Dear colleague,

An ideality factor that climbs above 2 on cooling is what trap recombination gives when carriers reach the traps by tunnelling. Here is the derivation, with the size of everything I drop.

**Premises and conventions**

SI units; $q>0$; $\beta=1/kT$; $m$ is the ideality factor in $J=J_0e^{qV/mkT}$ and $m^*$ the tunnelling mass.

1. Abrupt n⁺p junction, acceptor density $N\ll N_D$, so the band bending lies in the p side.
2. Boltzmann statistics and flat quasi-Fermi levels: $np=n_i^2e^{2v}$ with $v=qV/2kT\gg1$, $n_i=N_{\rm eff}e^{-E_g/2kT}$, $N_{\rm eff}=\sqrt{N_cN_v}$.
3. Shockley-Read-Hall recombination at short-range centres. The field multiplies capture and emission of each carrier by the same factor $1+\Gamma$, which preserves detailed balance.
4. To begin with, a midgap level, equal lifetimes $\tau$ and equal masses.

**Step 1. The enhancement factor**

In a uniform field $F$ the conduction band edge lies lower by $E$ at a distance $E/qF$ from the trap, and the electron density there is larger by $e^{E/kT}$. An electron at that band edge crosses a triangular barrier with the WKB probability
$$\exp\Big[-\frac{2}{\hbar}\int_0^{E/qF}\!\!\sqrt{2m^*(E-qFy)}\,dy\Big]=\exp\Big[-\frac{4\sqrt{2m^*}E^{3/2}}{3q\hbar F}\Big].$$
Following Hurkx, Klaassen and Knuvers (1992), I weight each density increment $n\,e^{z}dz$, $z=E/kT$, with this probability. That weighting is a model premise: it fixes the prefactor, whereas the exponent rests on WKB alone. With
$$F_\Gamma=\frac{\sqrt{24m^*(kT)^3}}{q\hbar},\qquad \eta=\frac{F}{F_\Gamma},$$
one has $\Gamma=\int_0^\infty\exp\big[z-2z^{3/2}/(3\sqrt3\,\eta)\big]dz$. The exponent is stationary at $z^*=3\eta^2$, where it equals $z^*(1-\tfrac23)=\eta^2$ and has curvature $-1/2z^*$. The Gaussian integral gives $\sqrt{4\pi z^*}$, hence
$$\Gamma\simeq2\sqrt{3\pi}\,\eta\,e^{\eta^2}\Big(1-\frac1{36\eta^2}+\dots\Big).$$
The bracket is the next term of the saddle-point expansion and is dropped below. The upper limit may be taken as infinite while the tunnelling energy $E^*=3\eta^2kT$ stays below the trap depth and below the band bending available.

**Step 2. The local field**

Use $u=\ln(N/p)$ as coordinate, so that $qF\,dx=kT\,du$. Poisson's equation integrates once from the neutral region: $\varepsilon F^2/2=kT\int(N_A^--p)\,du$. The ionised density is $N_A^-=N/(1+p/p_A)$ with $p_A=(N_v/g)e^{-E_A/kT}$, where $E_A$ is the acceptor binding energy and $g$ its degeneracy factor; the neutral hole density $p_0$ obeys $p_0(1+p_0/p_A)=N$. The first term integrates to $N\ln(e^u+N/p_A)$, whose value at the lower limit is $N\ln(N/p_0)^2$, and the second gives $p_0$. For $p\ll p_A,\,p_0$,
$$F^2=\frac{2NkT}{\varepsilon}(u-\delta),\qquad \delta=2\ln\frac{N}{p_0}+\frac{p_0}{N}.$$
The offset $\delta$ does not depend on voltage; the depletion approximation sets it to zero. Dividing by $F_\Gamma^2$,
$$\eta^2=\frac{q^2\hbar^2N}{12\,m^*\varepsilon\,(kT)^2}(u-\delta)=a\,(u-\delta),\qquad a=\frac{\theta^2}{3},\quad \theta=\frac{E_{00}}{kT},\quad E_{00}=\frac{q\hbar}{2}\sqrt{\frac{N}{m^*\varepsilon}}.$$
The exponent is linear in the band bending, and this is why a constant ideality factor survives.

**Step 3. The current**

The densities are equal, $n=p=n_ie^{v}$, at
$$u_0=\ln(N/n_i)-v .$$
With $s=u-u_0$, $n+p=2n_ie^v\cosh s$, and for $v\gg1$ the rate is $R=n_ie^v(1+\Gamma)/(2\tau\cosh s)$. For $\Gamma\gg1$ the factor $F$ in $\Gamma$ cancels the $1/F$ in $dx=kT\,du/qF$:
$$J=q\!\int\! R\,dx=\frac{\sqrt{3\pi}\,kT}{\tau F_\Gamma}\,n_ie^{v}e^{a(u_0-\delta)}\int\frac{e^{as}}{\cosh s}\,ds .$$
For $a<1$ the integrand decays on both sides, with its maximum at $\tanh s=a$. The limits are $s\approx-u_0$ and, where $n=Ne^{u-2u_0}$ reaches $N_D$, $s=u_0+\ln(N_D/N)$. For $u_0\gg1$ they go to infinity and the integral is $\pi/\cos(\pi a/2)$, free of voltage. The shift of the peak off $n=p$ is therefore a constant and does not enter $m$. Since $n_ie^ve^{au_0}=n_i^{1-a}N^ae^{(1-a)v}$,
$$\boxed{\frac1m=\frac12\Big(1-\frac{E_{00}^2}{3(kT)^2}\Big)},\qquad J_0=J_{00}\,e^{-E_g/mkT},$$
$$J_{00}=\frac{\pi\sqrt{3\pi}\,kT\,N_{\rm eff}^{1-a}N^{a}e^{-a\delta}}{\tau F_\Gamma\cos(\pi a/2)} .$$
Forward bias lowers the field at the recombination peak, the tunnelling help shrinks, and the current rises more slowly than $e^{qV/2kT}$.

**Step 4. Exponential tail**

Let the trap density per energy fall as $\exp[-(E_c-E_t)/kT^*]$, and put $r=T/T^*<1$ and $x=(E_t-E_i)/kT$, with $E_i$ at midgap. The density is then proportional to $e^{-rE_g/2kT}e^{rx}$. The emission terms turn $\cosh s$ into $\cosh s+e^{-v}\cosh x$. The weight $e^{rx}$ favours $x>0$, so $\cosh x\to e^x/2$, at a relative cost of order $e^{-2rv}$. Using $\int e^{rx}(A+Be^x)^{-1}dx=A^{-1}(A/B)^r\pi/\sin\pi r$ with $A=\cosh s$ and $B=e^{-v}/2$,
$$R\propto n_i\,e^{-rE_g/2kT}e^{(1+r)v}(\cosh s)^{r-1}(1+\Gamma).$$
With $\nu=1-r$ and the gamma function written $\Gamma_{\!E}$, the spatial integral is $\int e^{as}\cosh^{-\nu}\!s\,ds=2^{\nu-1}\Gamma_{\!E}(\tfrac{\nu+a}{2})\Gamma_{\!E}(\tfrac{\nu-a}{2})/\Gamma_{\!E}(\nu)$. It converges for $a<1-r$ and is again free of voltage. The voltage enters as $e^{(1+r-a)v}$ and the gap as $e^{-(1-a+r)E_g/2kT}$, so
$$\boxed{\frac1m=\frac12\Big(1+\frac{T}{T^*}-\frac{E_{00}^2}{3(kT)^2}\Big)},$$
the form given by Rau (1999), and $J_0=J_{00}e^{-E_g/mkT}$ keeps its shape with a different $J_{00}$. A valence-band tail gives the same by symmetry.

**Step 5. The field is not uniform along the path**

The tunnelling energy is the fraction $E^*/(ukT)=\theta^2$ of the band bending (for $\delta=0$), which is not small in your samples, so Step 1 needs a test. Take the parabolic bending $by^2=ukT$, with $b=q^2N/2\varepsilon$ and $y$ measured from the depletion edge; note $\sqrt{2m^*b}/\hbar=b/E_{00}$. A hole starts at $y_1=y/\cosh t$, on the low-field side. Its gain is $b(y^2-y_1^2)/kT$ and its WKB exponent is $(2b/E_{00})\int_{y_1}^y\sqrt{y'^2-y_1^2}\,dy'=(by_1^2/E_{00})(\sinh t\cosh t-t)$. The net exponent
$$G_p=u\big[\tanh^2t-(\tanh t-t\,\mathrm{sech}^2t)/\theta\big]$$
has derivative $2u\tanh t\,\mathrm{sech}^2t\,(1-t/\theta)$, so its maximum lies at $t=\theta$ and equals $a_pu$ with $a_p=1-\tanh\theta/\theta$. An electron starts at $y_1=y/\cos t$, on the high-field side. The same steps give $G_n=u[\tan^2t-(t\sec^2t-\tan t)/\theta]$, maximal at $t=\theta$, and $a_n=\tan\theta/\theta-1$. Both prefactors still scale as $\sqrt u$ and cancel $1/F$.

With unequal enhancements the rate is $R\propto(1/n^*+1/p^*)^{-1}$, where $p^*\propto e^{-(1-a_p)u}$ and $n^*\propto e^{(1+a_n)u-2u_0}$. The two cross at $u=2u_0/(2+a_n-a_p)$, the shape about the crossing is free of voltage, and $du_0=-dv$, so
$$\frac1m=\frac{1-a_p}{2+a_n-a_p}.$$
To first order the bracket is $1-(a_n+a_p)/2$, so for unequal masses the mean of the two values of $E_{00}^2$ enters. For equal masses,
$$\frac1m=\frac{\tanh\theta}{\tan\theta+\tanh\theta}=\frac12\Big(1-\frac{\theta^2}{3}-\frac{\theta^6}{105}-\dots\Big).$$
The $\theta^4$ terms of holes and electrons cancel, which is why the uniform-field result for the midgap level is better than its premise.

The electron path must start inside the junction: $u_0\sec^2\theta<2u_0+\ln(N_D/N)$, roughly $\theta<\pi/4$. For tails the active traps sit at $x\approx v$, a depth of about $(E_g-qV)/2$, comparable to $u_0kT$. The electron tunnelling energy $u_0kT\tan^2\theta$ must stay below that depth, which again gives roughly $\theta<\pi/4$.

**Step 6. The activation plot**

From $m\ln J_0=m\ln J_{00}-\beta E_g$ and, for the midgap level, $dm/d\beta=m^2a\,kT$,
$$\frac{d(m\ln J_0)}{d\beta}=-\Big(E_g-T\frac{dE_g}{dT}\Big)+m^2a\,kT\ln J_{00}+m\frac{d\ln J_{00}}{d\beta}.$$
The slope is near $-E_g$, but the middle term depends on the unit in which $J_0$ is plotted, because $m$ varies with temperature. Only $m\ln(J_0/J_{00})$ equals $-E_g/kT$ exactly. For constant $\tau$, $\delta=0$ and $N_{\rm eff}\propto T^{3/2}$,
$$\beta\frac{d\ln J_{00}}{d\beta}=\tfrac12-\tfrac32(1-a)+2a\ln\frac{N}{N_{\rm eff}}+\pi a\tan\frac{\pi a}{2}.$$

**Range of validity**

The result needs $v\gg1$, $u_0\gg1$ and $\Gamma\gg1$; if $\Gamma$ is not large, $m$ depends on voltage. It needs $\theta\lesssim\pi/4$, which is stricter than $a<1$ for the midgap level; for tails $a<1-r$ must hold as well. The divergence of $m$ at $\theta=\sqrt3$ lies outside this range and has no physical meaning. It also needs a non-degenerate p side, negligible series resistance and shunts, a smooth space charge and short-range centres. The last two are the weak points, sized below.

**Silicon at $N=10^{18}$ cm⁻³**

Measured inputs, both at 300 K: static dielectric constant 11.7 (as listed by the Ioffe Institute) and $E_g=1.12$ eV (as listed by Dahvyd Wing 2021). I hold the gap fixed: its rise on cooling and its narrowing by doping are each typically a few tens of meV, with opposite signs, and neither enters $m$. Approximate inputs: $m^*=0.25\,m_e$ for both carriers and $N_{\rm eff}=3.0\times10^{19}(T/300\,\mathrm K)^{3/2}$ cm⁻³. Chosen for illustration: $\tau=100$ ns and $V=0.60$ V. Then $E_{00}=10.86$ meV, $\theta=\pi/4$ at 160 K and $\theta=\sqrt3$ at 73 K.

| $T$ (K) | $kT$ (meV) | $\theta$ | $a$ | $m$, uniform field | $m$, parabolic |
|---|---|---|---|---|---|
| 200 | 17.23 | 0.630 | 0.132 | 2.30 | 2.31 |
| 180 | 15.51 | 0.700 | 0.163 | 2.39 | 2.39 |
| 160 | 13.79 | 0.787 | 0.207 | 2.52 | 2.53 |

The usable window below 200 K is thus only about 40 K wide. Further down, the electron path is cut off by the n⁺ side and neither column applies.

At 180 K with $\delta=0$: $N_{\rm eff}=1.39\times10^{19}$ cm⁻³, $u_0=14.1$, band bending 0.219 eV, $F=2.60\times10^7$ V/m, $F_\Gamma=1.71\times10^7$ V/m, $\eta^2=2.31$ and $\Gamma=94$. The tunnelling energy is 0.107 eV over 4.1 nm in the uniform field and 0.155 eV for electrons in the parabola, well below half the gap. The path condition reads $24.1<28.3+\ln(N_D/N)$. Integrating the unexpanded $1+\Gamma$ numerically over the junction moves $m$ by less than 1% and $J$ by less than 3%. The prefactor is $J_{00}=13.1$ A/cm², giving $J=1.1\times10^{-5}$ A/cm². Electron diffusion into the p side, $q(n_i^2/N)e^{2v}\sqrt{D/\tau}$ with a typical $D=5$ cm²/s, carries only $6\times10^{-10}$ A/cm². A tail with an illustrative $kT^*=50$ meV has $r=0.310$ and $m=1.74$, so tunnelling can hide in an ideality factor below 2.

For the activation plot, $m^2a\,kT=14.5$ meV and $\beta\,d\ln J_{00}/d\beta=-1.48$. With $J_0$ in A/cm² the two prefactor terms are $+0.037$ and $-0.055$ eV and the local slope is $-1.14$ eV. In mA/cm² the same data give $-1.04$ eV, a shift of 0.100 eV from the unit alone. A typical $dE_g/dT\approx-2\times10^{-4}$ eV/K adds $-0.036$ eV. Freeze-out of isolated boron acceptors (approximately $E_A=45$ meV, $g=4$, $N_v\approx N_{\rm eff}$) gives $p_0/N=0.35$ and $\delta=2.4$. This multiplies $J_{00}$ by 0.67 and adds $-0.05$ eV to the slope, while $m$ is untouched. Read the slope as a test of gap activation at the level of 0.1 eV, not as a gap measurement.

Three uncertainties act on $m$ itself. The first is the mass: $a\propto1/m^*$, and $m^*=0.19\,m_e$, approximately the transverse electron mass, gives $a=0.215$ and $m=2.55$ at 180 K, already at the edge of validity. The second is discrete dopants: their mean spacing $N^{-1/3}=10$ nm exceeds the tunnelling length. One acceptor at 5 nm contributes $\delta F=4.9\times10^6$ V/m. Averaging $e^{\eta^2}$ over its direction to the second cumulant adds half the variance of $2F\,\delta F\cos\phi/F_\Gamma^2$ to the exponent, which raises $a$ by the fraction $\tfrac23(\delta F/F_\Gamma)^2\approx0.055$, a rough estimate. The third is Coulomb attraction: a centre that is charged before one of its two captures has the one-dimensional Poole-Frenkel lowering $\Delta=q\sqrt{qF/\pi\varepsilon}=0.113$ eV. If $e^{\Delta/kT}$ multiplied that capture rate in full, then, since $\Delta\propto u^{1/4}$, it would add $\Delta/(4u_0kT)=0.13$ to $a_n$ or $a_p$ and lower the bracket by about 0.065, against the tunnelling term 0.163. That term grows as $u_0$ falls, whereas $a$ does not depend on bias. A drift of $m$ with voltage at fixed temperature therefore warns you that an $E_{00}$ fitted to $m(T)$ is an effective value.